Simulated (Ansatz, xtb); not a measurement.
## Relative energy of two isomers of C6H9B

We compare I, `B/C=C/C=C/C=C`, a singlet, with II, `B/C=C/C=C\C=C`, a singlet. Both are isolated molecules in the gas phase, relaxed with PBE-D3(BJ)/def2-SVP; the shapes shown needn't be the lowest conformers.

I (Å):

```yaml
atoms:
  - { symbol: C, position_ang: [-1.1240, -0.0010, -1.7741] }
  - { symbol: C, position_ang: [-1.5482, 0.0870, -0.4670] }
  - { symbol: C, position_ang: [-0.7042, 0.3301, 0.6721] }
  - { symbol: C, position_ang: [-1.1699, 0.4109, 1.9589] }
  - { symbol: C, position_ang: [-0.3395, 0.6545, 3.1154] }
  - { symbol: C, position_ang: [-0.8104, 0.7337, 4.3853] }
  - { symbol: B, position_ang: [-2.0984, -0.2630, -2.9285] }
  - { symbol: H, position_ang: [-3.2868, -0.3987, -2.6828] }
  - { symbol: H, position_ang: [-1.7186, -0.3391, -4.0835] }
  - { symbol: H, position_ang: [-0.0386, 0.1283, -1.9484] }
  - { symbol: H, position_ang: [-2.6284, -0.0380, -0.2610] }
  - { symbol: H, position_ang: [0.3778, 0.4572, 0.4863] }
  - { symbol: H, position_ang: [-2.2536, 0.2827, 2.1358] }
  - { symbol: H, position_ang: [0.7423, 0.7812, 2.9310] }
  - { symbol: H, position_ang: [-1.8842, 0.6121, 4.6033] }
  - { symbol: H, position_ang: [-0.1413, 0.9213, 5.2381] }
```

II (Å):

```yaml
atoms:
  - { symbol: C, position_ang: [-1.8102, -0.4720, -1.4640] }
  - { symbol: C, position_ang: [-1.4296, 0.0100, -0.2313] }
  - { symbol: C, position_ang: [-1.3721, -0.7713, 0.9770] }
  - { symbol: C, position_ang: [-0.9970, -0.3196, 2.2199] }
  - { symbol: C, position_ang: [-0.5853, 1.0223, 2.5709] }
  - { symbol: C, position_ang: [-0.2295, 1.3847, 3.8287] }
  - { symbol: B, position_ang: [-1.8465, 0.4237, -2.7082] }
  - { symbol: H, position_ang: [-2.1829, -0.0040, -3.7981] }
  - { symbol: H, position_ang: [-1.5281, 1.5979, -2.6025] }
  - { symbol: H, position_ang: [-2.0891, -1.5423, -1.5093] }
  - { symbol: H, position_ang: [-1.1479, 1.0765, -0.1689] }
  - { symbol: H, position_ang: [-1.6591, -1.8327, 0.8831] }
  - { symbol: H, position_ang: [-1.0058, -1.0480, 3.0499] }
  - { symbol: H, position_ang: [-0.5614, 1.7832, 1.7729] }
  - { symbol: H, position_ang: [-0.2393, 0.6558, 4.6560] }
  - { symbol: H, position_ang: [0.0795, 2.4132, 4.0671] }
```

Quicker runs give these differences E(II) − E(I): GFN2-xTB +1.70 kcal/mol; HF/STO-3G +1.90 kcal/mol (at GFN2-xTB geometries); r2SCAN-D4/def2-SVP +1.84 kcal/mol (at GFN2-xTB geometries).

Task: Estimate E(II) − E(I) at the level CCSD(T)/def2-SVP + ΔMP2/def2-TZVPP.

Result: Too close to call at this level: CCSD(T)/def2-SVP + ΔMP2/def2-TZVPP gives E(II) − E(I) = +1.59 kcal/mol.

Level by level:

```csv
level,geometry,E(II) − E(I) (kcal/mol),departure from the last row (kcal/mol),"job, with rough time for the two"
GFN2-xTB,GFN2-xTB,+1.70,+0.12,"optimisation, 0.47 s"
HF/STO-3G,GFN2-xTB,+1.90,+0.32,"single point, 1.4 s"
r2SCAN-D4/def2-SVP,GFN2-xTB,+1.84,+0.25,"single point, 13 s"
PBE-D3(BJ)/def2-SVP,PBE-D3(BJ)/def2-SVP,+1.71,+0.12,"optimisation, 66 s"
HF/def2-SVP,PBE-D3(BJ)/def2-SVP,+2.22,+0.64,part of the CCSD(T) run
MP2/def2-SVP,PBE-D3(BJ)/def2-SVP,+1.80,+0.21,part of the CCSD(T) run
CCSD(T)/def2-SVP,PBE-D3(BJ)/def2-SVP,+1.73,+0.15,single point
CCSD(T)/def2-SVP + ΔMP2/def2-TZVPP,PBE-D3(BJ)/def2-SVP,+1.59,,"single point, 4.8 min"
```

As drawn, both hold the same kinds of bond in the same numbers.

The largest departure from CCSD(T)/def2-SVP + ΔMP2/def2-TZVPP is that of HF/def2-SVP, 0.64 kcal/mol. The last row adds to CCSD(T) the change of the MP2 difference between the two basis sets, here −0.15 kcal/mol.

With thermal terms from frequencies at re-optimised GFN2-xTB minima (ideal gas, soft modes damped towards free rotors, one conformer each, 298.15 K, 1 atm): the zero-point term adds +0.12 kcal/mol; ΔH is +1.67 and ΔG +1.58 kcal/mol.

The correlated steps freeze 7 core orbitals. Run with Ansatz 0.2.0, xtb 6.7.1; the last row on 2 threads of AMD EPYC (Zen 3) on a shared host.

Every level puts the all-trans isomer I slightly lower, but the final gap of +1.59 kcal/mol supports only a lean towards it, not a firm ordering. The isomers differ in the configuration of the central C=C bond, which is Z in II. Both frames are planar as drawn, so the π system stays conjugated through to the empty p orbital on boron, and a loss of conjugation is unlikely to be the main cause. The penalty more probably comes from steric repulsion within the Z unit, where two inward-pointing hydrogens on the flanking carbons are pushed together, and from the angle widening that relieves it. This matches the usual modest preference for E in simple conjugated trienes.

At the same geometries and in the same basis, correlation lowers the gap from +2.22 kcal/mol with HF to +1.73 with CCSD(T), perhaps because it favours the closer contacts in II. The energy difference says nothing about how readily the isomers interconvert, which depends on the barrier to twisting the central double bond.
